**Q:** I'd like to know where the spin of a chromium impurity in TiO₂ sits. Spin resonance gives hyperfine constants for the neighbouring atoms. Can I read from them how much spin each neighbour carries?

**A:** That reading is a claim we can test. The isotropic hyperfine constant $A$ measures the coupling between the electron spin and a nucleus, averaged over all directions, and it shows up as a splitting of the resonance lines. The site moment $m$ counts the surplus of majority-spin over minority-spin electrons in a region around an atom. The defect here is Cr³⁺, with three unpaired d electrons. If you are right, $A$ should be proportional to $m$ for nuclei with the same g-factor, which measures the strength of the nuclear magnet.

Computed with Ansatz 0.2.0: spin-polarised, scalar-relativistic PBE, plane waves with a 420 eV cutoff, default PAW datasets with responding cores, 3×3×2 k-point mesh. The 36-atom TiO₂ supercell has one Ti replaced by Cr, charge −1 and three unpaired electrons, with atomic positions relaxed. The charge is balanced by a uniform background, which no real crystal has and which may alter the spin distribution slightly. The hyperfine constant is A in H = A I·S, from the contact spin density alone.

| atom | like atoms | distance from the defect (Å) | site moment (muB) | mass number | isotropic hyperfine constant (MHz) |
| --- | --- | --- | --- | --- | --- |
| Cr1 | 1 | 0.00 | 2.24 | 53 | 29.1 |
| O22 | 4 | 1.97 | 0.00 | 17 | 1.6 |
| O13 | 2 | 1.98 | -0.01 | 17 | 3.4 |
| Ti2 | 2 | 2.92 | 0.02 | 47 | -1.4 |
| O16 | 2 | 3.49 | 0.00 | 17 | 0.2 |
| Ti7 | 2 | 3.56 | 0.03 | 47 | -0.1 |
| Ti10 | 2 | 3.57 | 0.03 | 47 | -0.5 |
| Ti4 | 1 | 4.59 | 0.00 | 47 | -0.1 |
| O23 | 2 | 4.62 | 0.00 | 17 | -0.2 |
| Ti8 | 1 | 5.50 | 0.01 | 47 | 0.1 |
| Ti11 | 1 | 5.50 | 0.00 | 47 | 0.1 |

**Q:** Chromium has 29.1 MHz for 2.24 $\mu_B$, or 13 MHz per $\mu_B$. Chromium and titanium nuclei have nearly the same nuclear g-factor, so I can carry that over to Ti2, whose moment is about 0.02 $\mu_B$. I get +0.3 MHz, but the table has −1.4. Perhaps chromium's coefficient just doesn't suit titanium?

**A:** Ti2 played no part in setting the coefficient, so this was a real test, and the estimate fails in both sign and size. Your objection is fair, though, so compare titanium with titanium. Ti10 has a larger moment than Ti2, yet its $A$ is only −0.5 MHz. Per unit of moment, the two differ by about a factor of four. Constants this small can be wrong by their own size, so read that factor as a rough one.

One feature of the cell might seem to spoil this comparison. The cell is small and repeats the defect, so Ti10 is equally far from two chromium atoms and collects spin from both. If the two contributions add, however, they raise $m$ and $A$ alike, and the ratio stays as it was. The amount of spin on an atom therefore doesn't fix its hyperfine constant.

**Q:** Then distance must be what counts. The chromium spin is a small magnet, and its field falls as $1/r^3$. I worked out the coupling for O22 and got 1.4 MHz, against 1.6 in the table. That looks convincing.

**A:** It does, until you move to the next atom. O13 is only 0.01 Å farther from chromium, so your formula gives 1.4 MHz again, but the table has 3.4. These distances can be trusted for such a comparison, because the atoms were relaxed within a fixed cell. At Ti2 the formula is too small by a factor of about eight.

There is also a reason of principle. The field of a distant magnet adds to the field at a nucleus for some crystal orientations and subtracts for others, and the average over all directions is zero. It shifts lines as the crystal is turned, but it leaves no isotropic part. The constants in the table were computed only from the spin density at each nucleus, so your dipole isn't in them at all. The agreement at O22 is a coincidence of size.

**Q:** Still, the values do die away with distance.

**A:** Roughly, yes. Beyond 3.4 Å none exceeds 0.5 MHz in size. Distance sets a loose limit, but it doesn't order the near atoms. I wouldn't draw a decay law through the outer ones either: from O16 outward, all but Ti10 are at 0.2 MHz or below, where even the sign is uncertain. In this small cell, Ti4, Ti8 and Ti11 also lie equally far from four repeated chromium atoms, so their distances aren't distances from a single defect.

**Q:** If it is neither the amount of spin nor the distance, what does $A$ measure?

**A:** It measures the spin density exactly at the nucleus, called the contact density $\rho$. Without spin-orbit coupling, as in this calculation, only s orbitals have any density there; p and d orbitals vanish at that point. The relation is

$$A = \frac{K g \rho}{N},$$

where $g$ is the nuclear g-factor and $N=3$ is the number of unpaired electrons. The hydrogen atom supplies the constant: about 1400 MHz for a g-factor of 5.6 and a density of $1/\pi$ per cubic bohr, so $K \approx 790$ MHz bohr³.

For O13, with $g\approx-0.76$, this gives

$$\rho \approx \frac{3\times 3.4}{790\times(-0.76)} \approx -0.017\ \text{bohr}^{-3}.$$

For Ti2, with $g\approx-0.32$, the same steps give +0.017. Titanium-49, the other magnetic isotope, has almost the same g-factor as titanium-47, so its constant would be nearly the same. This is a conversion of the computed constants, not a prediction of them. The output below lists it for every atom, beside the estimate from the moment alone.

**Q:** So the two densities are equal in size and opposite in sign, although Ti2 is almost 1 Å farther out. By the same rule, chromium's own contact density must be negative. How can three majority-spin electrons leave minority spin at their own nucleus?

**A:** They act on the s electrons without being at the nucleus themselves. Exchange lowers the energy of electrons that share the spin of the d shell, so majority-spin electrons in the s shells inside it, chiefly 2s, are drawn slightly outward, towards it. Their minority-spin partners are then left in slight excess at the nucleus. The 3s shell, which reaches about as far out as the d shell, offsets only part of this. This is core polarisation, the standard explanation for ions of this kind, and the sign at chromium agrees with it.

The size is less reliable than the sign. Semilocal functionals such as the one used here underestimate core polarisation. Measured constants for Cr³⁺ in oxides are roughly 50 MHz in size, as a recalled figure, and the computed value is about 60% of that. That shortfall needn't all come from the core: some spin may have left chromium, and the low site symmetry lets one t₂g orbital take in some 4s, which would add majority spin at the nucleus. The site moments are no evidence that it has. Chromium's is 2.24 of the 3 $\mu_B$, but those of all 36 atoms in the cell add up to only about 2.4. The remaining 0.6 $\mu_B$ or so lies outside every atomic region, and much of it may be the outer part of chromium's own d orbitals. The calculation doesn't separate these causes.

**Q:** Does the same thing happen on the oxygens? O22 has almost no moment, yet its contact density is negative and about half the size of that at Ti2.

**A:** On oxygen the bond is expected to do most of the work. Cr³⁺ has one majority-spin electron in each of its three t₂g orbitals, which point between the oxygens. The two e_g orbitals, which point at the oxygens, are empty. Oxygen donates some electron density into them along the bond axis, and exchange with the t₂g electrons makes this easier for majority spin. Minority spin is left behind in the oxygen orbitals along the bond, and these contain some 2s.

At the same time, the t₂g orbitals mix sideways with oxygen 2p orbitals and bring majority spin onto the atom. The site moment adds the two effects, so they can nearly cancel. The nucleus responds directly only to the part with s character. A tiny moment can therefore go with a clear hyperfine constant. The calculation shows the small moments and the negative contact densities at both near oxygen shells; the division into two bonding effects is the theory's account of them.

**Q:** Then why is Ti2 positive?

**A:** Here I can offer only a likely cause. Ti2 has a small majority-spin moment, and core polarisation of the kind seen at chromium would give it a negative contact density. Something must outweigh that. In rutile, the nearest metal neighbours sit in octahedra that share an edge, and one t₂g orbital of chromium points across this edge at Ti2. It could mix with the titanium 4s orbital and carry majority spin right to the nucleus.

Ti7 and Ti10 are joined to chromium through a single shared oxygen, so they lack this direct path. That would fit their smaller constants, the more so as each of them has two chromium neighbours in this cell. The contact density at Ti10 comes out positive too, which hints at a second route through the oxygen. Its −0.5 MHz, however, is hardly larger than the opposing +0.4 MHz estimated from its moment, and that is the part the functional underestimates, so its sign isn't secure. The densities haven't been separated by orbital to show how much it contributes. The functional also spreads defect states too far, so the true effect at Ti2 may be weaker.

**Q:** How should I use this when I have a measured spectrum?

**A:** Don't convert a neighbour's isotropic constant into a share of the spin, or into a distance, with one common factor. First convert it into a contact density with the proper nuclear g-factor, and keep its sign if the experiment provides it. Then ask by which route spin can reach an s orbital on that atom: polarisation of its inner shells, donation along a bond, or direct overlap with the defect orbital.

**Q:** By that rule O13 and O22 should be alike. Both are bonded to chromium at nearly the same length, yet one constant is twice the other.

**A:** They differ in their other neighbours. Each O22 lies on an edge shared between chromium and a Ti2 atom, while O13 does not. Symmetry suggests a direction. The O–Cr–O angles in the plane of the four O22 atoms aren't right angles, so O22 lies slightly off the node of the t₂g orbital in that plane, and some majority spin is expected to enter its 2s and offset the minority spin. O13 lies on the nodal axis of that orbital. This fits the smaller constant at O22 but hasn't been shown; separating the contact densities of both oxygens into orbital contributions would test it.

Printed output of the fit:

```
Contact density and the moment-only estimate:
   row  site moment muB  contact spin density 0.001 per bohr^3  A from moment alone MHz  A computed MHz
   Cr1            2.238                                 -347.4                     29.1            29.1
   O22         0.001496                                 -8.042                   0.0462             1.6
   O13         -0.01102                                 -17.09                  -0.3403             3.4
   Ti2          0.02145                                  16.71                   0.2789            -1.4
   O16        -0.002153                                 -1.005                 -0.06648             0.2
   Ti7          0.03066                                  1.194                   0.3987            -0.1
  Ti10          0.03072                                  5.968                   0.3995            -0.5
   Ti4         0.004374                                  1.194                  0.05688            -0.1
   O23        0.0007368                                  1.005                  0.02275            -0.2
   Ti8         0.005541                                 -1.194                  0.07205             0.1
  Ti11         0.003842                                 -1.194                  0.04995             0.1
A per site moment at Cr1, MHz per muB: 13
A per site moment at Ti2, MHz per muB: -65.28
A per site moment at Ti7, MHz per muB: -3.261
A per site moment at Ti10, MHz per muB: -16.27
point-dipole size at O22, MHz: 1.402
point-dipole size at O13, MHz: 1.381
point-dipole size at Ti2, MHz: 0.1813
computed size of A over point-dipole size at O13: 2.462
computed size of A over point-dipole size at Ti2: 7.721
ratio of A, O13 to O22: 2.125
distance O13 less O22, angstrom: 0.01
distance Ti2 less O13, angstrom: 0.94
ratio of contact densities, Ti2 to O13: -0.9779
size of contact density at O13 as percentage of Cr1: 4.92
ratio of A, Ti2 to Ti10: 2.8
Cr1 site moment as percentage of the total 3 muB: 74.6
site moments summed over the listed atoms, muB: 2.398
computed A at Cr1 as percentage of a rough measured size of 50 MHz: 58.2
```
